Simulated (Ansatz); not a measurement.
## A series in volume per atom on CaO

Results calculated with Ansatz 0.2.0 development build, not measured. Equation of state of a cubic crystal from periodic Kohn-Sham density functional theory without spin; pressure corrected for the finite basis.

Cell of the first row (space group Fm-3m, No. 225):
```
cell vectors (Å)
   0.0000     2.3494     2.3494
   2.3494     0.0000     2.3494
   2.3494     2.3494     0.0000
atoms (fractions of the cell vectors)
Ca  0.00000  0.00000  0.00000
O   0.50000  0.50000  0.50000
```

Settings of every row: formula CaO; structure type rock salt; functional r2SCAN; spin treatment none; k mesh 12x12x12; occupation method fermi-dirac; occupation width 0.1 eV; wave cutoff 700 eV; datasets hard PAW; density cutoff ratio 4; xc grid level 2.

Limits: pseudopotentials made with PBE, not this functional; the SCF threshold is loose for a stress in some rows.

| row | volume per atom (Å³) | pressure (GPa) | energy above lowest point (meV/atom) |
| --- | --- | --- | --- |
| 1 | 12.967 | 8.044 | 19.21 |
| 2 | 13.39 | 3.525 | 4.11 |
| 3 | 13.813 | -0.309 | 0 |
| 4 | 14.236 | ? | ? |
| 5 | 14.659 | -6.33 | 18.38 |

Question: what pressure and energy above lowest point should row 4 give?

Worked fit of pressure. Take u = (V_r/V)^(2/3) − 1 with V_r = 13.602 Å³ an atom, which is twice the finite (Eulerian) strain; such expansions in the strain, on which the Birch-Murnaghan equation of state is built, carry the rest volume and the bulk modulus. The shown rows have u = 0.03239, 0.01053, -0.01021, -0.04867. Least squares give pressure = 1.5263 + 185.269 × u + 490.42 × u² GPa; a straight line predicts inner rows, each left out in turn, worse (root mean square 0.51 against 0.013 GPa). The rows lie off it by 0.002, -0.007, 0.005, -0.001 (root mean square 0.0044 GPa). The pressure vanishes at u = -0.0084, or V = 13.78 Å³ an atom, and there the bulk modulus at fixed shape and fractions is B = −V dP/dV = (2/3)(1 + u) dP/du = 117 GPa. The withheld row has u = -0.02991, so the fit gives 1.5263 + 185.269 × (-0.02991) + 490.42 × (-0.02991)² = -3.576 GPa.

The calculation gave -3.564 GPa. The fit lies 0.012 GPa (0.083 % of the column's range) below it; its largest miss of a shown row is 0.007 GPa.

Worked fit of energy above lowest point. Take u = (V_r/V)^(2/3) − 1 with V_r = 13.602 Å³ an atom, which is twice the finite (Eulerian) strain; such expansions in the strain, on which the Birch-Murnaghan equation of state is built, carry the rest volume and the bulk modulus. The shown rows have u = 0.03239, 0.01053, -0.01021, -0.04867. Least squares give energy above lowest point = 0.793 + 196.81 × u + 11470 × u² meV/atom; a straight line predicts inner rows, each left out in turn, worse (root mean square 12 against 0.054 meV/atom). The rows lie off it by 0.01, -0.03, 0.02, 0.00. Its lowest point lies at u = -0.0086, or V = 13.78 Å³ an atom, and the curvature there gives the bulk modulus at fixed shape and fractions, B = (4/9)(1 + u)² E″(u)/V = 117 GPa. The withheld row has u = -0.02991, so the fit gives 0.793 + 196.81 × (-0.02991) + 11470 × (-0.02991)² = 5.17 meV/atom.

The calculation gave 5.23 meV/atom. The fit lies 0.06 meV/atom (1.1 % of the value, 0.31 % of the column's range) below it; its largest miss of a shown row is 0.03 meV/atom.
